Core-level Kohn–Sham eigenvalues of rock-salt PbTe relative to the valence-band top, calculated with exciting sodium (LDA, all-electron LAPW+lo) on a 7 × 7 × 7 k-mesh in the given cell, without relaxation. Spin-orbit coupling is included for the core levels but not for the valence electrons.

| row | core level (eV) | core element | core shell |
| --- | --- | --- | --- |
| 1 | -31565.6 | Te | 1s1/2 |
| 2 | -4835.2 | Te | 2s1/2 |
| 3 | -4532.3 | Te | 2p1/2 |
| 4 | -4258.1 | Te | 2p3/2 |
| 5 | -957.2 | Te | 3s1/2 |
| 6 | -832.4 | Te | 3p1/2 |
| 7 | -781.3 | Te | 3p3/2 |
| 8 | -560.4 | Te | 3d3/2 |
| 9 | -549.7 | Te | 3d5/2 |
| 10 | -158.1 | Te | 4s1/2 |
| 11 | -115.2 | Te | 4p1/2 |
| 12 | -105.4 | Te | 4p3/2 |
| 13 | -87908.2 | Pb | 1s1/2 |
| 14 | -15707.2 | Pb | 2s1/2 |
| 15 | -15086.8 | Pb | 2p1/2 |
| 16 | -12899.2 | Pb | 2p3/2 |
| 17 | -3766.1 | Pb | 3s1/2 |
| 18 | -3485.8 | Pb | 3p1/2 |
| 19 | -2997.8 | Pb | 3p3/2 |
| 20 | -2536.0 | Pb | 3d3/2 |
| 21 | -2432.1 | Pb | 3d5/2 |
| 22 | -848.1 | Pb | 4s1/2 |
| 23 | -726.9 | Pb | 4p1/2 |
| 24 | -607.2 | Pb | 4p3/2 |
| 25 | -409.5 | Pb | 4d3/2 |
| 26 | -387.1 | Pb | 4d5/2 |
| 27 | -130.9 | Pb | 4f5/2 |
| 28 | -125.8 | Pb | 4f7/2 |
| 29 | -139.2 | Pb | 5s1/2 |
| 30 | -97.7 | Pb | 5p1/2 |
| 31 | -75.1 | Pb | 5p3/2 |

## Depth does not set the splitting

In a heavy atom, spin-orbit coupling can split an inner p shell by hundreds to thousands of eV. The two 2p levels lie 274 eV apart in Te and about 2190 eV apart in Pb, whereas the 4f levels of Pb differ by only 5 eV. The core levels come from the Dirac equation and contain the coupling, which was left out only for the valence electrons.

It is tempting to think that deeper shells split more. The 5p levels of Pb refute this: they lie less than 100 eV below the valence top, yet they split by 23 eV. That is as much as the 4d levels, which lie some 400 eV down, and over four times as much as the deeper 4f levels.

## Two kinds of screening

Electrons outside an orbital act like charge on a hollow sphere. Inside the sphere their potential is constant, so they raise the level but exert no force. Spin-orbit coupling needs a force, and it arises mostly close to the nucleus, where the field is strongest. The depth of a level therefore feels all other electrons, while its splitting feels mainly those further in.

The 2p shell of Te shows the difference. If its depth is read as that of a single electron around a point charge, the charge is about 35, and the splitting should be 74 eV. The computed splitting is almost four times larger and, by the one-electron Dirac formula, calls for a charge of 48.6. This is the nuclear charge Z = 52 reduced by a screening s of only 3.4.

## From tellurium to lead

For one electron around a charge Z − s, the coupling grows as the charge times the average of 1/r³, where r is the distance from the nucleus. That average grows as the cube of the charge, which gives

splitting ≈ 13.6 eV × α² (Z − s)⁴ / [n³ l(l + 1)]

Here α ≈ 1/137, n is the shell number, and l is 1 for p, 2 for d and 3 for f.

If s belongs to the shell rather than to the element, Te predicts Pb. For 2p the charge in Pb is 82 − 3.4 = 78.6. The splitting should then be 274 eV × (78.6/48.6)⁴ ≈ 1880 eV, about 14 % below the computed value. The shortfall is relativistic: at such a charge the electron reaches more than half the speed of light close to the nucleus, where the splitting arises, and the fourth power is only the leading term.

The full one-electron Dirac formula removes this error. With s taken from each Te doublet, and no Pb level used, it gives the Pb splittings of 2p, 3p, 3d and 4p to within about 4 % of the computed values, as the output below shows. Since the core levels were themselves computed with the Dirac equation, this tests the screening and not relativity.

The same screening explains why Pb gains more in the outer shells. The bare nuclear charges, raised to the fourth power, give a ratio of 6.2. The computed ratio is 8.0 for 2p and 12.2 for 4p. Taking the same amount from 52 and from 82 increases their ratio, and the amount is larger for 4p. Relativity raises both ratios further, and for 2p it adds more than the screening does.

## The irregular rows

The formula also helps to compare 5p and 4f in Pb. The charges fitted to their splittings are similar, 52 and 48, so within this formula screening is not the main difference. The factor n³ l(l + 1) is three times larger for 4f. The excess comes from l(l + 1), which reflects the centrifugal barrier: it keeps an f electron away from the nucleus, while a p electron has a small part of its orbital close in.

Penetration also reorders the levels themselves. Around a bare nucleus, the levels with n = 4 would differ in depth by less than a tenth, but in Pb the depth falls from 848 eV for 4s to 126 eV for the upper 4f level. The 4s electron dives through the inner shells, whereas the 4f electron stays where they screen it well. The 5s level even ends up 8 eV below the deeper 4f level, despite its higher shell number.

A last change of pattern concerns 2p1/2. In Te it lies about midway between 2s and 2p3/2; in Pb it lies much closer to 2s. For a single electron, the Dirac equation gives 2s and 2p1/2 the same energy, so their gap comes mainly from different screening. From Te to Pb this gap only doubles, while the 2p splitting grows eightfold.

## Use in reading spectra

To estimate a core splitting in an element between Te and Pb, take s from the same shell of a known element and scale with the fourth power of Z − s. For the four shells compared here, with s taken from the full Dirac formula as in the output, this shortcut is at worst about 15 % too low. Line positions need measured references, because these levels are orbital energies and lie too close to the valence top, by roughly 10 eV for Pb 4f. The 4p region of Te needs care as well: its measured spectrum is not the clean doublet of the table, since the picture of a single hole fails there.

Printed output of the fit:

```
Charge Z from splitting (inner) and from depth:
  row  step eV  Z inner  screening  Z depth  Pb/Te   miss %
    1        0        0          0        0      0        0
    2    26730        0          0        0      0        0
    3    302.9        0          0        0      0        0
    4    274.2     48.6      3.404    35.38      0        0
    5     3301        0          0        0      0        0
    6    124.8        0          0        0      0        0
    7     51.1    43.44      8.559    22.73      0        0
    8    220.9        0          0        0      0        0
    9     10.7    39.19      12.81    19.07      0        0
   10    391.6        0          0        0      0        0
   11     42.9        0          0        0      0        0
   12      9.8    35.88      16.12    11.13      0        0
   13        0        0          0        0      0        0
   14    72201        0          0        0      0        0
   15    620.4        0          0        0      0        0
   16     2188     78.6      3.396    61.58  7.978  -0.1221
   17     9133        0          0        0      0        0
   18    280.3        0          0        0      0        0
   19      488    73.72      8.282    44.53   9.55   -1.705
   20    461.8        0          0        0      0        0
   21    103.9    68.66      13.34    40.11   9.71    3.212
   22     1584        0          0        0      0        0
   23    121.2        0          0        0      0        0
   24    119.7    65.26      16.74    26.72  12.21    4.172
   25    197.7        0          0        0      0        0
   26     22.4    58.18      23.82    21.34      0        0
   27    256.2        0          0        0      0        0
   28      5.1     48.1       33.9    12.16      0        0
   29    -13.4        0          0        0      0        0
   30     41.5        0          0        0      0        0
   31     22.6    51.67      30.33    11.75      0        0
Bare charge ratio Pb/Te to the fourth power: 6.184
Gap 2s to 2p1/2, ratio Pb/Te: 2.048
Te 2p splitting over gap 2s to 2p1/2: 0.9052
Pb 2p splitting over gap 2s to 2p1/2: 3.526
Pb spread from 4s to 4f7/2, eV: 722.3
Pb 5s below 4f5/2 by, eV: 8.3
Te 2p splitting from depth charge, eV: 74.06
Pb 5p splitting from depth charge, eV: 0.05543
```
